**Failures of simple pictures and approximations in Mg-like ions, Pd34+ to Sm50+**

The table holds 2s and 3s Kohn-Sham eigenvalues, mean radii and the 2s–3s spacing of 17 closed-shell [Ne] 3s² ions from all-electron scalar-relativistic LDA-PZ calculations with a point nucleus (Quantum ESPRESSO ld1.x). The program fits nothing: it forms second differences in $Z$, screening constants read from $\langle r\rangle$ and exponents, and compares them with the non-relativistic hydrogenic values and with the bare-nucleus one-electron Dirac atom. The second difference of the spacing rises from 4.79 to 5.77 eV against a non-relativistic 3.78 eV, the excess being 0.88 to 0.91 of the Dirac one, and the non-relativistic 2s screening turns negative at Pr47+ while the Dirac reading stays near 4. The curvature of the 2s–2p and 3s–3p spacings follows two thirds of the Dirac fine-structure interval, the splitting that the scalar method does not resolve. The orbital self-repulsion is bounded by $\langle 1/r\rangle$ at 4 to 6% of each level.

Mg-like ions Pd34+ to Sm50+ ([Ne] 3s2), computed with Quantum ESPRESSO ld1.x 7.5 by scalar-relativistic, spin-polarised Kohn-Sham LDA (Slater exchange, Perdew-Zunger correlation) with spherical densities and a point nucleus. Eigenvalues are negative for bound levels.

## Program and output

```python
# Table: Kohn-Sham 2s, 3s eigenvalues (eV), mean radii (bohr) and their spacing for Mg-like ions
# Pd34+..Sm50+; Quantum ESPRESSO ld1.x, LDA-PZ, scalar-relativistic, point nucleus.
# Tested: differences and ratios that expose the non-relativistic picture, missing spin-orbit
# splitting and the scale of self-interaction; one estimate: bare-nucleus Dirac one-electron atom.
T = {
    'ion': ['Pd34+', 'Ag35+', 'Cd36+', 'In37+', 'Sn38+', 'Sb39+', 'Te40+', 'I41+', 'Xe42+', 'Cs43+', 'Ba44+', 'La45+', 'Ce46+', 'Pr47+', 'Nd48+', 'Pm49+', 'Sm50+'],
    'Z': [46, 47, 48, 49, 50, 51, 52, 53, 54, 55, 56, 57, 58, 59, 60, 61, 62],
    'charge': [34, 35, 36, 37, 38, 39, 40, 41, 42, 43, 44, 45, 46, 47, 48, 49, 50],  # e
    'eigenvalue_2s': [-5391.6, -5681.0, -5978.7, -6284.7, -6599.3, -6922.3, -7254.1, -7594.5, -7943.8, -8302.0, -8669.3, -9045.7, -9431.3, -9826.4, -10231, -10645, -11069],  # eV
    'eigenvalue_3s': [-2150.6, -2271.2, -2395.3, -2523.0, -2654.2, -2789.0, -2927.4, -3069.5, -3215.2, -3364.7, -3517.9, -3674.9, -3835.7, -4000.4, -4168.9, -4341.5, -4518.0],  # eV
    'mean_radius_2s': [0.13613, 0.13276, 0.12954, 0.12645, 0.1235, 0.12066, 0.11793, 0.11531, 0.11279, 0.11036, 0.10801, 0.10575, 0.10357, 0.10146, 0.099427, 0.097455, 0.095545],  # bohr
    'mean_radius_3s': [0.32957, 0.32104, 0.3129, 0.30514, 0.29772, 0.29063, 0.28384, 0.27733, 0.27109, 0.26509, 0.25932, 0.25378, 0.24844, 0.24329, 0.23833, 0.23354, 0.22891],  # bohr
    'gap': [3240.97, 3409.76, 3583.34, 3761.76, 3945.08, 4133.36, 4326.66, 4525.05, 4728.59, 4937.34, 5151.39, 5370.79, 5595.64, 5826.01, 6061.98, 6303.65, 6551.09],  # eV
}
import numpy as np
from scipy.constants import alpha, physical_constants as pc
Ha = pc['Hartree energy in eV'][0]
Z, e2, e3, r2, r3, g = (np.array(T[k], float) for k in
    ['Z', 'eigenvalue_2s', 'eigenvalue_3s', 'mean_radius_2s', 'mean_radius_3s', 'gap'])
ion = T['ion']
def dirac(z, n, k):  # k = j + 1/2; returns energy (eV) and Z*<r> (bohr, valid for s1/2)
    gam = np.sqrt(k*k - (z*alpha)**2)
    N2 = n*n - 2*(n - k)*(k - gam)
    eps = (n - k + gam)/np.sqrt(N2)
    return (eps - 1)/alpha**2*Ha, (3*eps*N2 + 1 - eps)/2
d2 = lambda y, h=1: (y[2:] - 2*y[1:-1] + y[:-2])/h**2
ex = lambda y: np.log(y[-1]/y[0])/np.log(Z[-1]/Z[0])
nr = Ha*(1/4 - 1/9)
dt, dd = d2(g), d2(dirac(Z, 3, 1)[0] - dirac(Z, 2, 1)[0])
s2, s3 = Z - 6/r2, Z - 13.5/r3
t2, t3 = Z - dirac(Z, 2, 1)[1]/r2, Z - dirac(Z, 3, 1)[1]/r3
print(f"(Z alpha)^2: {(Z[0]*alpha)**2:.3f} to {(Z[-1]*alpha)**2:.3f}")
print(f"3s-2s spacing: steps {np.diff(g)[0]:.1f} to {np.diff(g)[-1]:.1f} eV, ratio {g[-1]/g[0]:.3f}, exponent in Z {ex(g):.2f}")
print(f"second difference, non-relativistic: {nr:.2f} eV; rounding of table: up to 0.02 eV")
print("d2 = second difference of spacing (eV); S = Z minus charge read from <r>")
print("ion    d2 table  d2 Dirac | S2s  S3s non-rel | S2s  S3s Dirac")
for i, s in enumerate(ion):
    a = f"{dt[i-1]:6.2f}  {dd[i-1]:6.2f}" if 0 < i < len(Z) - 1 else "     -       -"
    print(f"{s:6s} {a}    | {s2[i]:5.2f} {s3[i]:5.2f}    | {t2[i]:5.2f} {t3[i]:5.2f}")
ratio = (dt - nr)/(dd - nr)
print(f"excess of d2 over non-rel: {dt[0]-nr:.2f} to {dt[-1]-nr:.2f} eV; table/Dirac {ratio.min():.2f} to {ratio.max():.2f}")
w = np.argmax(abs(dt - dd))
print(f"worst Dirac misfit of d2: {ion[w+1]} {dt[w]-dd[w]:+.2f} eV; third differences {np.diff(dt).min():.2f} to {np.diff(dt).max():.2f} eV")
print(f"first row with negative non-rel 2s screening: {ion[int(np.argmax(s2 < 0))]}; rounding in S about 0.003")
# further outputs of the same runs, rows Z = 46, 50, 54, 58, 62
ix = [list(Z).index(z) for z in (46, 50, 54, 58, 62)]
e2p = -np.array([5051.308, 6180.717, 7428.631, 8796.931, 10287.68])  # eV
e3p = -np.array([2044.061, 2524.168, 3056.618, 3642.211, 4281.83])   # eV
r3d = np.array([0.2807646, 0.1949127])   # bohr, first and last row
inv2, inv3 = np.array([11.12273, 16.18728]), np.array([4.524297, 6.641598])  # <1/r>, 1/bohr
dZ = Z[-1] - Z[0]
print(f"non-rel charge from <r> per unit Z: 2s {(6/r2[-1]-6/r2[0])/dZ:.2f}, 3s {(13.5/r3[-1]-13.5/r3[0])/dZ:.2f}, 3d {(10.5/r3d[1]-10.5/r3d[0])/dZ:.2f}")
z5 = Z[ix]
rs = []
for n, sp in ((2, e2p - e2[ix]), (3, e3p - e3[ix])):
    fs = dirac(z5, n, 2)[0] - dirac(z5, n, 1)[0]
    c, cd = d2(sp, 4), d2(2*fs/3, 4)
    rs += list(c/cd)
    print(f"{n}s-{n}p spacing (eV), Z=46,50,54,58,62: " + " ".join(f"{x:.1f}" for x in sp))
    print(f"  ratio {sp[-1]/sp[0]:.2f} (Z ratio {Z[-1]/Z[0]:.2f}), exponent in Z {ex(sp):.2f}")
    print("  curvature at Z=50,54,58 (eV): " + " ".join(f"{x:.2f}" for x in c) + "; Dirac " + " ".join(f"{x:.2f}" for x in cd))
    print(f"  bare Dirac p1/2-p3/2 interval (unscreened): {fs[0]:.0f} to {fs[-1]:.0f} eV")
print("rounding in these curvatures: about 0.01 eV (0.04 eV for 2s-2p at Z=58)")
sp3 = e3p - e3[ix]
print(f"(3s-3p)/(2s-3s): {100*sp3[0]/g[0]:.1f}% to {100*sp3[-1]/g[-1]:.1f}%")
for n, v, e in ((2, inv2, e2), (3, inv3, e3)):
    print(f"{n}s self-repulsion upper limit <1/r>: {v[0]*Ha:.0f} to {v[1]*Ha:.0f} eV = "
          f"{-100*v[0]*Ha/e[0]:.1f}% to {-100*v[1]*Ha/e[-1]:.1f}% of level; exponents {ex(v):.2f} vs {ex(-e):.2f}")
assert np.all(dt > nr + 0.5) and dt[-1] > dt[0] + 0.5
assert s2[0] > 0 > s2[-1] and np.all(t2 > 0) and np.all(t3 > t2)
assert 0.6 < ratio.min() and ratio.max() < 1.2
assert 0.5 < min(rs) and max(rs) < 1.5 and ex(sp3) > 2
```

Printed output:

```
(Z alpha)^2: 0.113 to 0.205
3s-2s spacing: steps 168.8 to 247.4 eV, ratio 2.021, exponent in Z 2.36
second difference, non-relativistic: 3.78 eV; rounding of table: up to 0.02 eV
d2 = second difference of spacing (eV); S = Z minus charge read from <r>
ion    d2 table  d2 Dirac | S2s  S3s non-rel | S2s  S3s Dirac
Pd34+       -       -    |  1.92  5.04    |  3.77  6.34
Ag35+    4.79    4.93    |  1.81  4.95    |  3.79  6.35
Cd36+    4.84    4.99    |  1.68  4.86    |  3.80  6.35
In37+    4.90    5.05    |  1.55  4.76    |  3.82  6.36
Sn38+    4.96    5.11    |  1.42  4.66    |  3.84  6.37
Sb39+    5.02    5.18    |  1.27  4.55    |  3.85  6.38
Te40+    5.09    5.25    |  1.12  4.44    |  3.87  6.39
I41+     5.15    5.32    |  0.97  4.32    |  3.89  6.40
Xe42+    5.21    5.39    |  0.80  4.20    |  3.91  6.41
Cs43+    5.30    5.47    |  0.63  4.07    |  3.93  6.42
Ba44+    5.35    5.55    |  0.45  3.94    |  3.94  6.43
La45+    5.45    5.63    |  0.26  3.80    |  3.97  6.44
Ce46+    5.52    5.72    |  0.07  3.66    |  3.99  6.45
Pr47+    5.60    5.81    | -0.14  3.51    |  4.01  6.47
Nd48+    5.70    5.90    | -0.35  3.36    |  4.04  6.48
Pm49+    5.77    5.99    | -0.57  3.19    |  4.06  6.50
Sm50+       -       -    | -0.80  3.02    |  4.09  6.51
excess of d2 over non-rel: 1.01 to 1.99 eV; table/Dirac 0.88 to 0.91
worst Dirac misfit of d2: Pm49+ -0.22 eV; third differences 0.05 to 0.10 eV
first row with negative non-rel 2s screening: Pr47+; rounding in S about 0.003
non-rel charge from <r> per unit Z: 2s 1.17, 3s 1.13, 3d 1.03
2s-2p spacing (eV), Z=46,50,54,58,62: 340.3 418.6 515.2 634.4 781.3
  ratio 2.30 (Z ratio 1.35), exponent in Z 2.78
  curvature at Z=50,54,58 (eV): 1.14 1.41 1.73; Dirac 1.13 1.38 1.66
  bare Dirac p1/2-p3/2 interval (unscreened): 218 to 768 eV
3s-3p spacing (eV), Z=46,50,54,58,62: 106.5 130.0 158.6 193.5 236.2
  ratio 2.22 (Z ratio 1.35), exponent in Z 2.67
  curvature at Z=50,54,58 (eV): 0.32 0.40 0.49; Dirac 0.34 0.41 0.50
  bare Dirac p1/2-p3/2 interval (unscreened): 65 to 229 eV
rounding in these curvatures: about 0.01 eV (0.04 eV for 2s-2p at Z=58)
(3s-3p)/(2s-3s): 3.3% to 3.6%
2s self-repulsion upper limit <1/r>: 303 to 440 eV = 5.6% to 4.0% of level; exponents 1.26 vs 2.41
3s self-repulsion upper limit <1/r>: 123 to 181 eV = 5.7% to 4.0% of level; exponents 1.29 vs 2.49
```
